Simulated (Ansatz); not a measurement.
Ta: pressure and energy less free atoms against volume per atom

Periodic Kohn-Sham DFT of a crystal at fixed atoms; pressure and stress are positive in compression; the energy is the free energy less that of spherical unpolarised free atoms; site moments are those in the method's own spheres, positive along +z. The results are calculated, by Ansatz 0.2.0.

Cell of the first row (space group Im-3m, No. 229):
```
cell vectors (Å)
  -1.6214     1.6214     1.6214
   1.6214    -1.6214     1.6214
   1.6214     1.6214    -1.6214
atoms (fractions of the cell vectors)
Ta  0.00000  0.00000  0.00000
```

Settings of every row: method all-electron LAPW; functional LDA; relativity scalar; k mesh 14x14x14; filling fermi-dirac; smearing width 0.05 eV; basis error target 1 meV/atom; nucleus gaussian.

Atom start moment: 0 on all atoms.

Limits: no spin-orbit coupling on heavy atoms.

| row | volume per atom (Å³) | pressure (GPa) | energy less free atoms (eV/atom) |
| --- | --- | --- | --- |
| 1 | 17.051 | 2.408 | -10.8028 |
| 2 | 17.586 | -4.258 | -10.7994 |
| 3 | 18.13 | -10.142 | -10.7747 |
| 4 | 18.674 | ? | ? |
| 5 | 19.218 | -19.579 | -10.6722 |

Question: what pressure and energy less free atoms should row 4 give?

Worked fit of pressure. Take u = (V_r/V)^(2/3) − 1 with V_r = 17.858 Å³ an atom, which is twice the finite (Eulerian) strain; such expansions in the strain, on which the Birch-Murnaghan equation of state is built, carry the rest volume and the bulk modulus. The shown rows have u = 0.03131, 0.01028, -0.01003, -0.04775. Least squares give pressure = −7.3061 + 289.205 × u + 673.68 × u² GPa; a straight line predicts inner rows, each left out in turn, worse (root mean square 0.66 against 0.0077 GPa). The rows lie off it by -0.001, 0.004, -0.003, 0.001. The pressure vanishes at u = 0.0239, or V = 17.24 Å³ an atom, and there the bulk modulus at fixed shape and fractions is B = −V dP/dV = (2/3)(1 + u) dP/du = 219 GPa. The withheld row has u = -0.02935, so the fit gives −7.3061 + 289.205 × (-0.02935) + 673.68 × (-0.02935)² = -15.214 GPa.

The calculation gave -15.222 GPa. The fit lies 0.008 GPa (0.036 % of the column's range) above it; its largest miss of a shown row is 0.004 GPa.

Worked fit of energy less free atoms. Take u = (V_r/V)^(2/3) − 1 with V_r = 17.858 Å³ an atom, which is twice the finite (Eulerian) strain; such expansions in the strain, on which the Birch-Murnaghan equation of state is built, carry the rest volume and the bulk modulus. The shown rows have u = 0.03131, 0.01028, -0.01003, -0.04775. Least squares give energy less free atoms = −10.78956 − 1.2282 × u + 25.745 × u² eV/atom; a straight line predicts inner rows, each left out in turn, worse (root mean square 0.025 against 0.00013 eV/atom). The rows lie off it by 0.0000, 0.0001, 0.0000, 0.0000. Its lowest point lies at u = 0.0239, or V = 17.24 Å³ an atom, and the curvature there gives the bulk modulus at fixed shape and fractions, B = (4/9)(1 + u)² E″(u)/V = 223 GPa. The withheld row has u = -0.02935, so the fit gives −10.78956 − 1.2282 × (-0.02935) + 25.745 × (-0.02935)² = -10.7313 eV/atom.

The calculation gave -10.7315 eV/atom. The fit lies 0.0002 eV/atom (0.15 % of the column's range) above it; its largest miss of a shown row is 0.0001 eV/atom.
